In this rearrangement the whole barrier belongs to a hydrogen atom moving from indium to boron. Fluorine follows later, most likely in a separate descent. The molecule starts as H₂B–In(H)F and ends as a BH₃F unit that touches indium through fluorine and one hydrogen. The band therefore describes two transfers: its barrier belongs to the first, while its reaction energy covers both.

Climbing-image nudged elastic band for neutral, singlet BFH₃In, calculated with Ansatz 0.2.0 at the restricted Hartree–Fock/def2-SVP level, with nine images between relaxed ends. Energies are electronic, without zero-point terms. Band forces are largest components, with a convergence limit of 0.03 eV/Å.

```csv
row,energy over the start (eV),path length (Å),band force (eV/Å)
1,0.000,0.000,n/a
2,0.384,1.067,0.000
3,1.041,2.135,0.000
4,-1.066,3.361,0.001
5,-1.146,4.588,0.001
6,-1.131,5.815,0.004
7,-1.131,7.041,0.010
8,-1.165,8.268,0.009
9,-1.309,9.495,0.004
10,-1.739,10.723,0.002
11,-2.046,11.950,n/a
```

**The climb.** At the start boron has only three neighbours and so an empty p orbital, which stands perpendicular to the plane of its BH₂ group. A hydrogen on indium can move into that orbital, but first it has to swing round. Between the start and the top (row 3) the H–In–B angle closes from 138° to 63°, while the F–In–B angle opens from 112° to 177°. At the top the line from boron to the moving hydrogen lies about 21° from the axis of the empty orbital, so the hydrogen arrives where boron can accept it.

The cost comes before the gain. At the top the In–H bond has stretched by only 0.16 Å, yet the new B–H distance is still 0.83 Å longer than at the end. The molecule has given up its comfortable trigonal arrangement around indium and has little of the new bond to show for it. This is the natural reading of the 1.04 eV barrier, although the calculation does not divide that energy into bending and bonding parts.

Judged by its bonds, this is an early top, as is usual for a strongly downhill step. Its place on the band is a poor guide. Row 3 lies 18% of the way along the full path (2.135 of 11.950 Å), but 47% of the way to row 5 (2.135 of 4.588 Å). The long tail, not the chemistry of the hydrogen shift, makes the first figure so small.

**The plunge.** From row 3 to row 4 the energy falls by 2.11 eV. Could a new B–F bond be responsible? A bound on the distances answers this. Let D be the path step between two images, which is the root of the summed squares of all atomic shifts. The separation of any two atoms can then change by at most √2 × D, the extreme case being two atoms that move equally far in opposite directions while the rest stand still. Here D is 1.226 Å, so B–F can shrink by at most 1.73 Å from its 4.08 Å at the top.

Boron and fluorine are thus at least 2.35 Å apart at row 4, against 1.51 Å in the finished bond. The plunge happens without a finished B–F bond, so the two atoms do not cross over in step. Whether a true intermediate separates the two transfers is a different question, which this bound cannot answer. One image further on the same bound has become too loose to decide anything.

What remains is the hydrogen shift. This is an inference by elimination, since the structure at row 4 was not available, but ordinary bond chemistry explains why the shift should pay so well. A B–H bond is considerably stronger than an In–H bond. Indium, for its part, can fall back from three covalent bonds to the +1 state, in which it keeps a lone pair. In the aluminium analogue the +1 state is less favourable, so the same shift should be less strongly downhill.

**The flat stretch.** From row 5 to row 8 the energy stays within 0.034 eV over 3.7 Å of path, so no strong bond can be changing much in net terms. The atoms are also taking a detour: from the top to the end they travel 9.8 Å, although the straight distance is 3.0 Å. My guess is that BH₃ turns around InF, or partly lets go of it, until fluorine faces boron. Some of the distance may also come from the whole molecule turning in space, which costs no energy.

The shallow dip at row 5 deserves no explanation of its own. It is followed by a rise of only 0.015 eV, on a nearly flat surface that the band samples just once every 1.2 Å. An intermediate in this region is plausible, but the dip does not establish one.

**The second descent.** The energy released after row 5 is 0.90 eV, nearly all of it beyond row 8. The B–F bond present at the end is the likely source: fluorine can share an electron pair with boron and still keep a longer contact with indium. The hydrogen shift and what directly follows it thus supply 56% of the total release, and the later rearrangement the rest.

**What to do about it.** Relax the structure at row 5. If it settles in a minimum of its own, run a separate band for each transfer. The backward barrier of 3.09 eV counts the climb out of both descents; from row 5 back to the top it is 2.19 eV. The later part of the path may also have a shorter alternative, because a band keeps to the route on which it started.

Before using the 1.04 eV for a rate, add zero-point energies and repeat the key points with electron correlation, since Hartree–Fock often overrates barriers. The orbitals were kept doubly occupied throughout, so a stability test at the top is worthwhile too.
